## Cobalt in a cell that is too large

How can a sound calculation put a piece of ordinary cobalt under a pull of several gigapascals? A metal on the bench is at practically zero pressure, so a calculation in its measured cell should return a pressure near zero. The table follows hexagonal cobalt through five volumes, with the measured cell as the row at V/V(given) = 1. Pressure counts as positive when the cell pushes outwards and would expand if released. A negative value means that the cell has to be held open from outside.

Ferromagnetic Co (P6_3/mmc, 2 atoms per cell), measured cell (COD) scaled at fixed shape, computed with Ansatz 0.2.0 in scalar-relativistic PBE. All-electron LAPW (basis error 0.5 meV/atom) or frozen-core PAW (default datasets, 420 eV), 19 × 19 × 10 k points, Fermi-Dirac smearing 0.05 eV. Pressure is positive in compression; Vzz is the principal field gradient of largest size.

```csv
V/V(given),volume (Å³/atom),"pressure, LAPW (GPa)","cell moment, LAPW (muB)","energy above the lowest row, LAPW (meV/atom)","largest Vzz, PAW (1e21 V/m^2)"
0.9405,10.57,5.99,3.18,5.2,-0.21
0.9700,10.90,-0.86,3.24,0.0,-0.17
1.0000,11.24,-6.74,3.29,8.2,-0.18
1.0300,11.58,-11.66,3.34,27.7,-0.19
1.0600,11.91,-15.82,3.38,56.8,-0.20
```

In the measured cell the pressure is −6.7 GPa. The calculated metal wants to shrink, and a straight line between the two smallest volumes puts the zero of pressure at 10.86 Å³ per atom. The measured cell is about 3.5 % larger than that. Something in the chain from measured cell to computed pressure is therefore wrong or incomplete, and one suspect is the density functional, here PBE.

### Why the energy hides it

The energy column gives hardly any alarm. The measured cell lies only 8.2 meV per atom above the lowest row, about a third of the thermal energy kT at room temperature. A reader who looked at energies alone would call the cell nearly perfect.

The reason is the shape of a minimum. Pressure is the slope of the energy against volume with its sign reversed, P = −dE/dV. Close to the minimum the energy rises with the square of the distance from it, while the slope grows in direct proportion. A small displacement therefore costs little energy and already gives a clear pressure.

A coil spring behaves in the same way: pulled slightly beyond its rest length it stores little energy, yet the hand feels the force at once. The likeness ends with the stiffness. An ideal spring keeps its stiffness, whereas cobalt softens as it is stretched. Between the two smallest volumes the pressure changes by about 2.3 GPa for each percent of the measured volume, and between the two largest by only 1.4 GPa. As the atoms move apart, both the overlap that binds them and the repulsion that keeps them apart weaken, and the energy curve, though still rising, bends less sharply.

This gives a rule of thumb for other solids. The false pressure is the error in volume times the resistance to compression. The same error of a few percent gives a large pressure in a stiff transition metal and a small one in a soft metal such as sodium.

### Is the pressure itself sound?

Before the functional is blamed, the number has to be trusted. A pressure can be spoiled by a basis that changes with the cell, while the energies at separate volumes remain good. The relation P = −dE/dV offers a test without any adjustable constant: the average pressure over an interval, times the change in volume, must return the change in energy.

Take the step from V/V(given) = 0.97 to the measured cell. The average of the two pressures, −0.86 and −6.74 GPa, is −3.80 GPa. The volume grows by 3 % of 11.24 Å³, which is 0.337 Å³ per atom. The work needed to stretch the cell is the product of the two sizes, 1.28 GPa Å³. Since 1 eV/Å³ equals 160.2 GPa, this is 8.0 meV per atom.

The table has 8.2 meV for this step, and the other three steps agree equally well, to about 0.2 meV. Even the small difference has a plain origin. The metal softens on expansion, so the true pressure curve sags a little below the straight line drawn between two rows, and the simple average understates the pull. Pressure and energy thus tell one story, and the tension is a real property of the calculated metal.

The agreement has a limited meaning. Both columns come from the same functional and the same motionless nuclei, so an error in either of these would pass the test unseen. What the test does exclude is a pressure that has drifted away from its own energy curve.

Two more comparisons narrow the search. The same volumes treated with frozen-core PAW in place of the all-electron method give pressures that differ by 0.11 GPa at most, so the handling of the core electrons is not at fault. The metal also remains the same ferromagnet throughout, with equal and parallel moments on both atoms, and the cell moment rises smoothly with volume. The tension does not come from a jump between magnetic states.

### Sharing out the blame

What is left is a comparison between unlike things. The calculation describes nuclei at rest in a perfect lattice. The measured cell belongs to a real sample, whose atoms vibrate, and it enters with whatever error the measurement has. Only after both differences are allowed for can the remainder be charged to PBE.

The cell comes first. As a rough recalled figure, it is about 1.5 % larger in volume than the usual room-temperature cell of hexagonal cobalt. A straight line between the neighbouring rows gives −3.8 GPa for a cell smaller by that amount. Some 2.9 GPa of the tension, over two fifths of the whole, thus goes with the choice of the input cell, and a pull of about that size would remain even with a perfect functional.

Next come the vibrations. When a metal expands, its bonds soften and its atoms vibrate more slowly, which lowers the vibrational free energy. Vibration therefore pushes the crystal outwards, even at absolute zero, where zero-point motion remains. For a metal like cobalt, theory puts the zero-point part and the room-temperature part at the order of 1 GPa each. Neither is contained in the computed pressure, and both would reduce the tension.

The share that can fairly be laid on PBE is then of the order of one percent in volume, well below the 3.5 % that the raw comparison suggests. The table cannot fix it more closely, because the usual cell is a recalled figure and the vibrational part an estimate from theory.

That PBE should err at all is no surprise. It obtains the exchange and correlation energy from the local density and its gradient, which is an approximation. An error that is the same at every volume drops out of the slope. One that changes as the atoms move apart tilts the energy curve and shifts its minimum. The direction depends on the solid: PBE makes many crystals slightly too large, but some magnetic 3d metals, iron and cobalt among them, slightly too small.

The wrong volume does not harm all properties equally. Between the row nearest to zero pressure and the measured cell the magnetic moment changes by less than 2 %. The stiffness reacts far more strongly, as the softening shows. An elastic constant computed in the measured cell would describe stretched cobalt.

### Zero pressure and a relaxed cell

The obvious cure is to shrink the cell until the pressure vanishes. This repairs the volume and leaves a smaller fault. The pressure in the table is an average over three directions, and an average can be near zero while its parts are not.

The row at V/V(given) = 0.97 shows this. Its mean pressure is only −0.86 GPa, but the stress is −0.35 GPa within the hexagonal planes and −1.87 GPa along the axis perpendicular to them. The cell is pulled much harder along the axis than across it. If released, it would become slightly shorter in proportion to its width.

The cause lies in the ratio of height to width. The calculated metal prefers a slightly flatter cell than the measured one, so the two stresses differ by 1.2 GPa even before any scaling. Scaling all edges by the same factor then carries the measured ratio into every other row. Such a scan finds the best volume for a fixed shape. A hexagonal crystal has two independent lengths, and both have to be relaxed before the stress disappears. In a cubic crystal, symmetry makes the three directions equal, and zero mean pressure would be enough.

### A column that fails in another way

The last column holds the largest electric field gradient at a nucleus, Vzz. It measures how far the charge around the nucleus is drawn out or flattened along some direction, and it vanishes where the surroundings have cubic symmetry. From the smallest volume to the next, its size drops from 0.21 to 0.17 × 10²¹ V/m². It then grows again by 0.01 from row to row, the last digit printed.

The first drop is thus larger than the whole later rise. The energy turns at the same row, but for a plain reason: its minimum lies near there, where the pressure passes through zero. The pressure and the moment run on without a turn, and the magnetic state stays the same. This contrast is the warning sign: the field gradient changes direction, and nothing else in the table gives a reason for it.

Theory explains why the field gradient is the delicate one. Electrons in p or d orbitals of different orientation contribute with opposite signs, and where the orbitals of a shell are nearly evenly filled most of this cancels. The small remainder depends in part on which orbitals are occupied near the Fermi level, the energy at which filling stops. A calculation samples the electron waves of a metal only on a mesh of k points. When the volume changes, bands move through the Fermi level, and a few mesh points that gain or lose electrons can shift the remainder visibly.

The total energy is much more forgiving. An electron placed in the wrong state at the Fermi level has only been moved between two states of almost equal energy, so the total hardly changes. The two states can differ widely in shape, however, and the field gradient feels that difference in full. A mesh that is ample for the energy may therefore be too coarse for Vzz.

Whether the turn comes from the mesh, from another setting or from the metal itself is open, since the rows share a single mesh. For the same reason the even steps at the larger volumes should not be turned into a law for Vzz against volume. Repeating at least the three smallest volumes with denser meshes would put the mesh to the test: a turn made by it would move or vanish, while one that stays would have to come from the metal or from another setting, such as the plane-wave cutoff.

In practice, then, judge a cell by its pressure and by the stress in each direction, since the energy is nearly blind close to its minimum. Divide the error in volume among the input cell, the vibrations and the functional before blaming the last. And trust a field gradient in a metal only after it has survived a change of mesh.
